# Moments of the local density of states: five- and six-membered rings in an s-band model of Ge

## Theorem and conventions

There is one orthonormal s orbital $|i\rangle$ per atom. Its on-site energy is the zero of energy, and bonded atoms are coupled by $H_{ij}=-t$ with $t>0$. The local density of states (LDOS), for one spin direction and normalised to one, is

$$n_i(E)=\sum_\nu |\langle i|\nu\rangle|^2\,\delta(E-E_\nu).$$

Multiply by $E^p$ and integrate. Since $\sum_\nu |\nu\rangle E_\nu^p\langle\nu|=H^p$, and the orbitals resolve the identity between the factors of $H$,

$$\mu_p(i)=\int E^p n_i(E)\,dE=\langle i|H^p|i\rangle=\sum_{j_1\dots j_{p-1}}H_{ij_1}H_{j_1j_2}\cdots H_{j_{p-1}i}.$$

This is the moments theorem of Cyrot-Lackmann (1967). Periodicity is not used, so it holds for crystals, surfaces and glasses alike. For equal hoppings

$$\mu_p(i)=(-t)^p\,W_p(i),$$

where $W_p(i)$ counts the closed walks of $p$ steps from $i$. The moments are also the coefficients of the Green function at large $|E|$, $G_{ii}(E)=\langle i|(E-H)^{-1}|i\rangle=\sum_p\mu_p/E^{p+1}$.

An odd closed walk needs an odd ring. Without odd rings the atoms split into two sublattices, a sign change of the orbitals on one of them turns $H$ into $-H$, and $n_i(E)=n_i(-E)$. The diamond lattice is of this kind. A network with five-membered rings is not.

## The hopping for Ge

In a nearest-neighbour $sp^3$ model of the diamond structure the states $\Gamma_1$ (bottom of the valence band) and $\Gamma_{2'}$ (lowest conduction state at $\Gamma$ in Ge) are pure s and lie at $-4t$ and $+4t$. We choose $t$ to reproduce their separation. With a typical valence-band width of 12.6 eV and the compiled direct gap of 0.8 eV (Waroquiers 2013), $8t=13.4$ eV and $t=1.675$ eV, which we round to $t=1.7$ eV. All energies in eV below are the model's.

## Smallest model: a bare ring

A ring of $N$ atoms has Bloch states $e^{2\pi i kn/N}/\sqrt N$ with levels $\varepsilon_k=-2t\cos(2\pi k/N)$. Each state has weight $1/N$ on every atom.

**Pentagon.** With $\varphi=(1+\sqrt5)/2$ the levels are $-2t$ (weight 1/5), $-t/\varphi=-0.618\,t$ (weight 2/5) and $+\varphi t=1.618\,t$ (weight 2/5), or $-3.4$, $-1.05$ and $+2.75$ eV. The Lucas numbers $L_p=\varphi^p+(-1/\varphi)^p=2,1,3,4,7,11,18,29$ for $p=0,\dots,7$ give

$$\mu_p=(-t)^p\,\frac{2^p+2(-1)^pL_p}{5}.$$

The spectrum is lopsided, yet the third moment cancels exactly. In units of $t^3$ the three levels contribute $-1.600$, $-0.094$ and $+1.694$. The fifth moment does not cancel. In units of $t^5$ the terms are $-6.400$, $-0.036$ and $+4.436$, so $\mu_5=-2t^5$. The formula also gives $\mu_2=2t^2$, $\mu_4=6t^4$, $\mu_6=20t^6$ and $\mu_7=-14t^7$.

**Hexagon.** The levels are $\pm2t$ (weight 1/6 each) and $\pm t$ (weight 1/3 each), or $\pm3.4$ and $\pm1.7$ eV. Odd moments vanish and even ones are $t^p(2^p+2)/3$, which gives $2t^2$, $6t^4$ and $22t^6$.

**Path count.** A walk with $r$ steps clockwise and $p-r$ steps anticlockwise closes if $2r-p$ is a multiple of $N$, so

$$W_p=\sum_{r:\;N\,|\,(2r-p)}\binom{p}{r}.$$

The term $r=p/2$ holds the walks without net winding, and it is the whole count for the infinite chain: 2, 6, 20. For $N=5$ and $p=5$ only $r=0$ and $r=5$ qualify, once round in each sense, so $W_5=2$. For $p=7$ the values $r=1$ and $r=6$ give $W_7=14$. For $N=6$ and $p=6$ the two circuits add to the chain value, $W_6=20+2=22$. Levels and paths agree term by term. An atom cannot tell its ring from an infinite chain through any moment below $p=N$, and the ring then enters as $2(-t)^N$.

## The same ring with fourfold atoms

Ge atoms have four bonds. Attach to the two free bonds of each ring atom a branch of a Bethe lattice, a ring-free tree in which every atom has four neighbours. The model then contains exactly one ring and still solves in closed form.

The first atom of a branch carries three further branches, so its Green function, with the bond back to the parent cut, obeys $g=1/(E-3t^2g)$. The root that decays as $1/E$ is

$$g(E)=\frac{E-\sqrt{E^2-12t^2}}{6t^2}=\frac1E+\frac{3t^2}{E^3}+\dots$$

Each ring atom acquires the self-energy $2t^2g$, and with $\omega=E-2t^2g$

$$G_N(E)=\frac1N\sum_{k=0}^{N-1}\frac{1}{\omega+2t\cos(2\pi k/N)}.$$

To do the sum, unroll the ring into an infinite chain at energy $\omega$. Its off-diagonal elements fall as $x^{|n|}$ with $\omega x+t(1+x^2)=0$. Because $g=1/(\omega-t^2g)$, the decaying solution is $x=-tg$. The diagonal element of that chain is $1/(\omega-2t^2g)$, the Green function of the pure tree, $G_B=1/(E-4t^2g)$. The ring element is the sum of the chain elements at separations $mN$ over all integer windings $m$:

$$G_N(E)=G_B(E)\,\frac{1+x^N}{1-x^N},\qquad x=-t\,g(E).$$

Since $|x|\le1/\sqrt3$ on the real axis, the sum converges and no level splits off. The band is that of the tree, $|E|\le2\sqrt3\,t=3.46\,t$, or $\pm5.9$ eV.

**Moments.** The tree gives $G_B=E^{-1}(1+4t^2/E^2+28t^4/E^4+232t^6/E^6+\dots)$. The ring adds $2G_Bx^N+\dots$, which starts at $2(-t)^N/E^{N+1}$. For $N=5$, $x^5=-(t/E)^5(1+15t^2/E^2+\dots)$, so $\mu_5=-2t^5$ and $\mu_7=-2(4+15)t^7=-38t^7$. For $N=6$, $\mu_6=234t^6$.

The 38 can be counted by hand. A circuit of the pentagon has six stops, the start being counted twice. An out-and-back step to any of four neighbours can be inserted at each, 24 ways in all. Along each of the five ring bonds the sequence forward, back, forward arises twice, which leaves 19 walks per sense. The moments are local: an atom bonded to the ring from outside has $\mu_5=0$ and first feels the ring in $\mu_7=-2t^7$ (one step in, one circuit, one step out).

**LDOS.** Inside the band set $E=2\sqrt3\,t\cos\theta$ with $0<\theta<\pi$. The retarded solution is $tg=e^{-i\theta}/\sqrt3$, and $n=-\mathrm{Im}\,G/\pi$. At $E=0$, $x=i/\sqrt3$ and $n_B=\sqrt3/(4\pi t)$. The pentagon has $x^5=i\,3^{-5/2}$ and multiplies $n_B$ by $121/122$. The hexagon has $x^6=-1/27$ and multiplies it by $13/14$.

| $t\,n(E)$ on a ring atom | $E=-\sqrt3\,t$ | $E=0$ | $E=+\sqrt3\,t$ |
|---|---|---|---|
| tree, no ring | 0.147 | 0.138 | 0.147 |
| one pentagon | 0.151 | 0.137 | 0.141 |
| one hexagon | 0.158 | 0.128 | 0.158 |

The hexagon lowers the LDOS at the band centre by 7.1 % and keeps it symmetric. The pentagon changes the centre by only 0.8 % and breaks the symmetry between $E$ and $-E$.

## Comparison with the general counts

On a lattice of coordination $z$ the two-step walks give $\mu_2=zt^2$. The four-step walks that only retrace their bonds are of two kinds: $z^2$ return to the origin half way, and $z(z-1)$ go two bonds out and come back. All other closed four-step walks run round a four-ring. With $n_m$ the number of $m$-atom closed loops through the atom (all loops of distinct atoms, not only shortest-path rings),

$$\mu_3=-2n_3t^3,\qquad \mu_4=\left[z(2z-1)+2n_4\right]t^4 .$$

| lattice | $z$ | $z(2z-1)$ | $n_4$ | $\mu_4/t^4$ |
|---|---|---|---|---|
| chain | 2 | 6 | 0 | 6 |
| honeycomb | 3 | 15 | 0 | 15 |
| square | 4 | 28 | 4 | 36 |
| diamond | 4 | 28 | 0 | 28 |
| sc | 6 | 66 | 12 | 90 |
| bcc | 8 | 120 | 48 | 216 |
| fcc | 12 | 276 | 132 | 540 |

Only fcc has triangles, $n_3=24$, so $\mu_3=-48t^3$. The bare rings reproduce the chain row and the dressed rings reproduce the diamond row, because neither has a loop shorter than five.

The Bloch bands confirm the diamond values. They are $E_\pm=\pm t|f(\mathbf k)|$ with $|f|^2=4(1+S)$, $S=c_xc_y+c_yc_z+c_zc_x$ and $c_x=\cos(k_xa/2)$, where $a$ is the cubic lattice constant. The zone averages are $\langle S\rangle=0$, $\langle S^2\rangle=3/4$, $\langle S^3\rangle=3/4$ and $\langle S^4\rangle=135/64$. Each atom holds half of either band, so $\mu_{2q}=t^{2q}4^q\langle(1+S)^q\rangle$. This gives $\mu_2=4t^2$, $\mu_4=16(1+3/4)t^4=28t^4$ and $\mu_6=64(1+9/4+3/4)t^6=256t^6$. The excess over the tree, $256-232=24$, is twice the 12 six-rings through each atom. The fcc band is $-4tS$, so the same averages give its moments $12t^2$, $-48t^3$ and $540t^4$.

## Crystal against amorphous network

Take a network of fourfold atoms with equal hoppings and no three- or four-rings. Retracing walks are counted as on the tree, and the only other closed walks of five or six steps are single circuits. Exactly,

$$\mu_2=4t^2,\quad\mu_3=0,\quad\mu_4=28t^4,\quad\mu_5(i)=-2n_5(i)\,t^5,\quad\mu_6(i)=\left[232+2n_6(i)\right]t^6 .$$

If the network has $r_m$ rings of size $m$ per atom, the site average of $n_m$ is $m\,r_m$. We assume $r_5=0.4$ and $r_6=0.9$ as illustrative values for a continuous random network, so the averages are $n_5=2$ and $n_6=5.4$. The crystal has $r_5=0$ and $r_6=2$.

| system | $\mu_2/t^2$ | $\mu_4/t^4$ | $\mu_5/t^5$ | $\mu_6/t^6$ |
|---|---|---|---|---|
| tree | 4 | 28 | 0 | 232 |
| one pentagon | 4 | 28 | $-2$ | 232 |
| one hexagon | 4 | 28 | 0 | 234 |
| diamond | 4 | 28 | 0 | 256 |
| network, site average | 4 | 28 | $-4$ | 242.8 |

All five share the rms width $\sqrt{\mu_2}=2t=3.4$ eV, zero skewness and the shape factor $\mu_4/\mu_2^2=1.75$. Crystal and network first differ at the fifth moment. The network has $\mu_5=-57$ eV$^5$, or $\mu_5/\mu_2^{5/2}=-0.125$, and $\mu_6/\mu_2^3=3.79$ against 4 for the crystal. Low moments do not fix band edges: tree and diamond agree through $\mu_5$, yet the edges lie at $\pm5.9$ and $\pm6.8$ eV.

## What the model leaves out

**Disorder in the matrix elements.** Unequal hoppings replace $(-t)^5$ by the product round the ring and create no odd moment where no odd ring exists. On-site energies do. A diagonal element acts as a step that stays in place. Raise atom $i$ by $\delta$ and measure energies from its own level, so that all other atoms sit at $-\delta$. A stay can be inserted at any stop away from $i$. The 28 four-step walks have 140 stops, and 72 of them are on $i$ (two per walk, plus one for each of the 16 walks that return half way). To first order $\mu_5$ changes by $-68\,\delta\,t^4$. This equals the effect of one pentagon at $\delta=t/34=0.05$ eV. The two causes can be told apart, because the shift also produces $\mu_3=-4\delta t^2$ and the pentagon does not. These first-order terms cancel in a site average over uncorrelated shifts of zero mean.

**The p orbitals.** In an $sp^3$ basis the s orbital also hops to the p orbitals of its neighbours. The squared direction cosines of a bond sum to one, so each bond adds $V_{sp\sigma}^2$. With typical values for Ge, $V_{sp\sigma}=2.3$ eV and $\Delta=\varepsilon_p-\varepsilon_s=8.4$ eV, the s-projected LDOS has $\mu_2=4(t^2+V_{sp\sigma}^2)=33$ eV$^2$ against 11.6 eV$^2$ in the s-only model. The rms width is 5.7 eV, so the 3.4 eV of the s-only model is about 40 % too narrow. The path s, p, stay, back gives $\mu_3=4V_{sp\sigma}^2\Delta=178$ eV$^3$ and a skewness $\mu_3/\mu_2^{3/2}=0.95$ already in the crystal. The s-only band also has no gap, while the compiled gap of Ge is 0.66 eV (Wing 2021). The value $-0.125$ therefore measures the ring topology of the assumed network and is not the asymmetry of the s-projected spectrum of amorphous Ge. The theorem itself carries over unchanged once the paths run over orbitals as well as atoms.